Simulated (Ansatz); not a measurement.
## Ligand exchange: SnH2(NH2)2 + GeH2(NH2)2 → SnH(NH2)3 + GeH3(NH2)

Species: SnH2(NH2)2, singlet; GeH2(NH2)2, singlet; SnH(NH2)3, singlet; GeH3(NH2), singlet. The partners trade H for NH2: Sn–H and Ge–NH2 bonds give way to Sn–NH2 and Ge–H.

Shapes, held fixed at every level: PBE0-D4/def2-TZVP. Flexible molecules stand in one conformer, not always the lowest. Programs: Ansatz 0.2.0. The zero-point and thermal change to 298 K, harmonic and unscaled (PBE0-D4/def2-TZVP), is +0.8 kJ/mol.

```csv
level,kind,ΔH(298 K) (kJ/mol),less CCSD(T)/def2-TZVPP
HF/def2-SVP,Hartree–Fock,+19.0,+10.0
SPW92/def2-TZVPP,LDA,+12.1,+3.1
r2SCAN-D4/def2-TZVPP,meta-GGA,+9.1,+0.1
r2SCAN0-D4/def2-TZVPP,global hybrid,+11.2,+2.2
MP2/def2-TZVPP,perturbation theory,+8.2,-0.8
CCSD/def2-SVP,coupled cluster or CI,+12.9,+3.9
CCSD(T)/def2-TZVPP,coupled cluster or CI,+9.0,0.0
```

The highest level, CCSD(T)/def2-TZVPP, gives ΔH(298 K) = +9.0 kJ/mol; the levels span +8.2 to +19.0. The column of differences is taken from that level and isn't an error. No measured value is set beside it here. For atoms past krypton def2 sets carry core potentials with scalar relativity. Relativity is left out for Ge unless named. Correlated rows may include outer-core shells of Ge, Sn, which these sets cover unevenly.

Every level makes the exchange endothermic, with +9.0 kJ/mol at CCSD(T)/def2-TZVPP, so the amino group modestly prefers germanium and hydride tin. Tin's more electropositive character alone would favour the opposite placement. The likely counterweight is the shorter Ge–N bond, with better overlap between nitrogen and the more compact germanium valence orbitals, so that moving from germanium to tin costs an amino group more than it costs hydrogen.

In the def2-SVP basis, going from Hartree–Fock to CCSD lowers the value from +19.0 to +12.9 kJ/mol, so correlation favours the products without reversing the preference. The further drop to CCSD(T)/def2-TZVPP can't be assigned to triples alone, since the basis changes too.

The balance is not a pure difference of bond strengths: the exchange also gathers three amino groups on tin and leaves one on germanium, changing the geminal N–M–N interactions. This single reaction therefore doesn't separate an intrinsic Ge–N preference from the effect of crowding donor groups onto one centre.
